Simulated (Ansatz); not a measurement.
# Telling isomers of C2H2GaN apart by their spectra

These gas-phase data were calculated for one isomer of C2H2GaN at B3LYP-D3(BJ)/def2-SVP (harmonic, unscaled wavenumbers; equilibrium rotational constants with average atomic masses):

```
rotational constants            : 25.57, 2.22, 2.043 GHz
all wavenumbers above 1500 cm⁻¹ : 3520, 3485, 2208
```

Candidates:

(1) `C=C=[N][Ga]`, a singlet
(2) `C#C[NH][Ga]`, a singlet
(3) `N#C[CH2][Ga]`, a singlet

Task: Assign the data to one candidate and say why.

Result: Candidate (2). The band at 3520 cm⁻¹ lies where the N–H stretch is expected; (3) has no mode between 3250 and 3800 cm⁻¹. The band at 3520 cm⁻¹ lies where the ≡C–H stretch is expected; (1) has no mode between 3300 and 3560 cm⁻¹.

The same quantities for all candidates:

```tsv
	rotational constants (GHz)	wavenumbers above 1500 cm⁻¹	E above the lowest, B3LYP-D3(BJ)/def2-SVP (kcal/mol)
(1)	281.8, 1.643, 1.634	3264, 3165, 2172	0.0
(2)	25.57, 2.22, 2.043	3520, 3485, 2208	22.4
(3)	14.73, 2.554, 2.208	3118, 3054, 2309	2.9
```

Programs: Ansatz 0.2.0.

The rotational constants support the assignment independently of the X–H stretches. In (1) the largest constant, 281.8 GHz, implies a nearly linear C–C–N–Ga chain with essentially only the hydrogens off the axis. Bending at nitrogen in (2) or at the saturated carbon in (3) moves heavy atoms off that axis and lowers the constant sharply. The pair at 3520 and 3485 cm⁻¹ fits one N–H and one acetylenic C–H stretch, but their closeness leaves open which is which; deuteration at nitrogen would settle it. The band at 2208 cm⁻¹ is then mainly C≡C stretching.

The assigned isomer is also the least stable of the three. Formally, (1) and (3) are N- and C-bound forms of gallium(I) cyanomethanide, whose charge is delocalised over the C–C–N unit, whereas (2) gives up the strong carbon–nitrogen multiple bonding for an alkynyl amide. This probably explains most of its energy penalty. The small gap between (1) and (3) doesn't securely establish which binding mode is preferred.
